**Q:** I had expected to sort proton affinities by the atom that takes the proton: nitrogen high, oxygen lower, carbon at the bottom. Does that work here?

Gas-phase protonation of neutral singlet molecules, calculated with PySCF 2.14.0 at the wB97X-D3(BJ)/def2-TZVP level (integration grid level 2) on PBE0-D3(BJ)/def2-SVP geometries. Proton affinities and basicities refer to 298.15 K and 1 bar; site labels number the atoms in the order of the SMILES string.

```tsv
system	thermal terms level	formula	site or bond (first listed)	site proton affinity (kJ/mol)	site gas phase basicity (kJ/mol)	site electronic part (kJ/mol)
F/C=C\F	PBE0-D3(BJ)/def2-SVP	C2H2F2	C2	672.9	644.5	694.8
Cl[CH2][GeH3]	PBE0-D3(BJ)/def2-SVP	CH5ClGe	Cl1	678.7	651.0	696.4
C=C(F)F	PBE0-D3(BJ)/def2-SVP	C2H2F2	C1	749.5	723.1	774.7
OB(O)O	PBE0-D3(BJ)/def2-SVP	BH3O3	O1	752.1	724.4	775.2
P	PBE0-D3(BJ)/def2-SVP	H3P	P1	798.3	763.9	821.3
N[SiH2]F	PBE0-D3(BJ)/def2-SVP	FH4NSi	N1	840.4	810.3	871.6
C[Si@@H](F)P	PBE0-D3(BJ)/def2-SVP	CH6FPSi	P4	851.4	821.7	872.7
COC=P	PBE0-D3(BJ)/def2-SVP	C2H5OP	P4	852.6	823.7	871.4
C1=CP1	PBE0-D3(BJ)/def2-SVP	C2H3P	P3	852.8	819.1	874.4
CP(C)(C)=O	GFN2-xTB	C3H9OP	O5	942.5	916.0	963.1
N=[PH3]	PBE0-D3(BJ)/def2-SVP	H4NP	N1	967.6	938.2	997.1
```

**A:** Only loosely. The site proton affinity is the enthalpy released when a free proton attaches to the named atom, so a large value means a strong base. The two oxygen sites stand at 752.1 and 942.5 kJ/mol, a gap of about 190 within one element. The two nitrogen sites differ by 127 kJ/mol, and the weaker of them lies below three of the phosphorus sites.

You can test your rule at its most generous by giving each site element its own average electronic part. The eleven values scatter by 93 kJ/mol (root mean square) about their common mean, and by 53 about the element averages. More than half of this scatter, or about a third of the variance, survives, although five averages were taken from eleven rows and chlorine, with one row, matches by construction.

**Q:** Then what should I look at instead of the atom?

**A:** At the two ends of the reaction. The proton brings a positive charge but no electrons, so the molecule must supply the pair for the new bond and then live with the charge. The release is large if the neutral molecule starts high in energy, for instance with a poorly stabilised lone pair, or if the cation ends low because the charge settles where it is well tolerated. In symbols, with $H$ the enthalpy, B the neutral molecule and BH$^+$ the cation,

$$\mathrm{PA}=H(\mathrm{B})+H(\mathrm{H^+})-H(\mathrm{BH^+}).$$

The free proton's term is common to every row. What distinguishes the rows is the height of B above BH$^+$.

**Q:** Can you show me the cation's side of this alone?

**A:** Compare two sites of one molecule, because the neutral then cancels. In COC=P, which is CH$_3$O–CH=PH, the same calculation gives an affinity 117 kJ/mol larger at phosphorus than at oxygen. The proton thus avoids the more electronegative atom. A proton on phosphorus leaves oxygen free to donate a lone pair to the neighbouring carbon, and the cation gains the character CH$_3$O$^+$=CH–PH$_2$. A proton on oxygen uses up the very pair that would have helped.

The two difluoroethenes follow the same logic. Protonated C=C(F)F is CH$_3$–CF$_2^+$, in which two fluorines donate lone pairs into the empty orbital of the charged carbon. Protonated F/C=C\F is FCH$_2$–CHF$^+$: one fluorine donates, while the other sits next door and mainly withdraws electrons. The affinities differ by 77 kJ/mol in the order this picture demands. The cations must differ by even more, since 1,1-difluoroethene is known to be the more stable neutral isomer and so starts lower.

**Q:** Why, then, are the two oxygen sites so far apart?

**A:** Here the neutral molecule matters as well. In boric acid, OB(O)O, each oxygen lends a lone pair to the empty orbital on boron, and a proton on one oxygen largely ends that oxygen's share. In trimethylphosphine oxide, CP(C)(C)=O, the bond is strongly polar, with negative charge on oxygen and positive charge on phosphorus. The proton lands on an electron-rich atom, and the three methyl groups help to spread the charge of the resulting P–OH cation. Both effects are standard chemistry; this pair of rows doesn't tell how much each contributes.

Boric acid needs a correction in your reading. The neutral was calculated with one OH group turned the wrong way, above its most stable shape, which makes the affinity somewhat too large. Its lead of 2.6 kJ/mol over 1,1-difluoroethene therefore should not be taken as an order.

**Q:** And nitrogen? The top of the list looks like a superbase.

**A:** It is partly an unstable starting point. HN=PH$_3$, listed as N=[PH3], has a polar bond with an electron-rich nitrogen, much like the phosphine oxide. It is also a high-energy form of aminophosphine, H$_2$N–PH$_2$. Protonating HN=PH$_3$ on nitrogen gives the same cation, H$_2$N–PH$_3^+$, as protonating aminophosphine on phosphorus. The value of 967.6 kJ/mol therefore includes the energy by which the less stable form lies above the other, and aminophosphine would release less on the way to this cation.

The aminosilane N[SiH2]F has the opposite handicap. Its nitrogen is nearly flat in the calculated structure, which fits a lone pair partly shared with the silicon group, and the fluorine on silicon pulls electrons away. A proton must first reclaim that pair.

**Q:** Three phosphorus compounds agree almost perfectly. Is there a common limit for phosphorus?

**A:** I would not read one into it. C[Si@@H](F)P, COC=P and the ring C1=CP1 lie within 1.4 kJ/mol of one another, and on average 54 above phosphine, PH$_3$. The affinity calculated for phosphine itself is more than ten kJ/mol above the measured one, and every species is represented by a single conformer, so differences as small as those among the three mean little. The substituents also work in different ways. A silyl group is polarisable and lets its electrons shift towards the charge, whereas the methoxy group donates through the carbon. For the ring, carbon substituents generally raise the affinity of a phosphine and a small ring angle works against that; whether the C=C bond also donates into the PH$_2$ group of the cation is a guess that nothing here tests.

Near the bottom of the list you can see that the atom itself still matters. In Cl[CH2][GeH3] the proton sits on chlorine, which holds its lone pairs tightly and carries positive charge poorly. The affinity is only 678.7 kJ/mol. Relativistic effects, spin–orbit coupling included, were left out for germanium, but germanium is not the atom that binds the proton, so most of that error should cancel.

**Q:** You have argued from bonding. How much of the trend comes from vibrations instead?

**A:** Little of the broad trend. The electronic part, which is the energy released between the relaxed neutral and the relaxed cation before any vibration or heat is counted, spans 302 kJ/mol. The step from there to the affinity varies by only 13.5. For trimethylphosphine oxide this step comes from the rougher GFN2-xTB method, though the likely error is too small to change its place. It can still decide a close contest, as the aminosilane and the silylphosphine C[Si@@H](F)P show. Their electronic parts differ by 1.1 kJ/mol, yet the affinity of the silylphosphine is larger by 11.0.

The reason is zero-point motion. The added proton brings three new vibrations, and part of the released energy stays behind in them. On average this step costs the nitrogen sites 9.2 kJ/mol more than the phosphorus sites. It is tempting to blame the faster N–H stretch: half a quantum of it, from calculated infrared frequencies of H$_2$N–PH$_3^+$ and PH$_4^+$ whose level of theory is not stated, exceeds the P–H value by about 5.3. But that count ignores the bonds already there. N–H stretches tend to soften on protonation while P–H stretches stiffen, which largely cancels the difference, and boric acid, with its still faster O–H stretch, loses only 23.1, about as much as phosphine. Bending is the likelier main source: a hydrogen on nitrogen generally resists bending more than one on phosphorus, whether the nitrogen ends with four neighbours, as in the protonated aminosilane, or with three, as in H$_2$N–PH$_3^+$. In HN=PH$_3$ the P–H bonds already present probably stiffen too, which would add to its loss. The zero-point energy was not split up by type of motion, so this remains an inference.

**Q:** If I want to know which molecule ends up with the proton at equilibrium, is the affinity enough?

**A:** Use the gas-phase basicity, which is the free energy released. It is smaller than the affinity because a free proton loses its freedom to roam. At temperature $T$, with $R$ the gas constant and $\sigma$ the number of rotations that leave a molecule looking the same,

$$\mathrm{PA}-\mathrm{GB}\approx T\,S(\mathrm{H^+})+RT\ln\frac{\sigma(\mathrm{BH^+})}{\sigma(\mathrm{B})},$$

where GB is the basicity and $S(\mathrm{H^+})$ the entropy of the free proton. Nothing in it is fitted.

Take phosphine at room temperature. The proton's term is 32.5 kJ/mol. Phosphine has $\sigma=3$ and the tetrahedral PH$_4^+$ has $\sigma=12$, which adds $RT\ln4=3.4$. The sum is 35.9, against 34.4 in the table.

Over all rows the estimate is too high by 3.0 kJ/mol on average, most likely because it ignores the slower rotation and the soft new vibrations of many cations. The calculation itself uses these entropy formulas, so the agreement explains its numbers without testing them. It does help to explain why the phosphorus ring has the highest affinity of the three near-equal compounds but the lowest basicity: the higher symmetry of its cation adds 1.7 kJ/mol to the gap between affinity and basicity. The rest may arise because a stiff ring gains few soft motions.

**Q:** So the basicity tells me which way a proton moves in a mixture?

**A:** For ions in the gas, yes. In an ionised mixture protons tend to move towards the molecule of higher basicity, so phosphine would take one from protonated 1,1-difluoroethene.

**Q:** How would I place a new molecule in this list?

**A:** Draw the cation before you look at the atom. Ask whether a neighbour can donate electrons to the charged centre, and whether the proton has used up the pair that would do so. Then look at the neutral: a lone pair already shared with boron or silicon lowers the affinity, and a strongly polar bond to phosphorus raises it. Finally, make sure that the neutral is in its most stable form, or part of the apparent base strength will belong to the starting material.
